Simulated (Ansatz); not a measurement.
TiC: the change of pressure with volume scale

Periodic Kohn-Sham DFT of a crystal at fixed atoms, scaled to volume_scale times the given cell; pressure positive in compression, energy less spherical unpolarised free atoms, largest_vzz the field gradient of largest size among the nuclei. The results are calculated, by Ansatz 0.2.0.

The cell before it is scaled or strained (space group Fm-3m, No. 225):
```
CELL_PARAMETERS angstrom
0.00000 2.16400 2.16400
2.16400 0.00000 2.16400
2.16400 2.16400 0.00000
ATOMIC_POSITIONS crystal
Ti 0.00000 0.00000 0.00000
C 0.50000 0.50000 0.50000
```

Settings of every row: method all-electron PAW; functional PBEsol; relativity scalar; k mesh 16x16x16; filling fermi-dirac; smearing width 0.03 eV; nucleus gaussian.

Atom start moment: 0 on all atoms.

| row | volume scale | V (Å³/atom) | pressure (GPa) |
| --- | --- | --- | --- |
| 1 | 0.94 | 9.526 | 10.835 |
| 2 | 0.9405 | 9.531 | 10.671 |
| 3 | 0.96 | 9.728 | 4.567 |
| 4 | 0.98 | 9.931 | ? |
| 5 | 0.99 | 10.032 | -3.707 |
| 6 | 1 | 10.134 | -6.195 |
| 7 | 1.01 | 10.235 | -8.557 |
| 8 | 1.02 | 10.336 | -10.803 |
| 9 | 1.04 | 10.539 | -14.96 |
| 10 | 1.06 | 10.742 | -18.712 |

Question: what pressure should row 4 give?

Worked fit of pressure. Take u = (V_r/V)^(2/3) − 1 with V_r = 10.134 Å³ an atom, which is twice the finite (Eulerian) strain; such expansions in the strain, on which the Birch-Murnaghan equation of state is built, carry the rest volume and the bulk modulus. The shown rows have u = 0.04211, 0.04175, 0.02763, 0.00677, 0, -0.00659, -0.01307, -0.02579, -0.0381. Least squares give pressure = −6.2057 + 364.322 × u + 953.13 × u² GPa; a straight line predicts inner rows, each left out in turn, worse (root mean square 0.62 against 0.014 GPa). The rows lie off it by 0.009, 0.005, -0.021, -0.011, 0.011, 0.008, 0.002, 0.008, -0.009 (root mean square 0.011 GPa). The pressure vanishes at u = 0.0163, or V = 9.891 Å³ an atom, and there the bulk modulus at fixed shape and fractions is B = −V dP/dV = (2/3)(1 + u) dP/du = 268 GPa. The withheld row has u = 0.01358, so the fit gives −6.2057 + 364.322 × (0.01358) + 953.13 × (0.01358)² = -1.082 GPa.

The calculation gave -1.088 GPa. The fit lies 0.006 GPa (0.02 % of the column's range) above it; its largest miss of a shown row is 0.021 GPa.
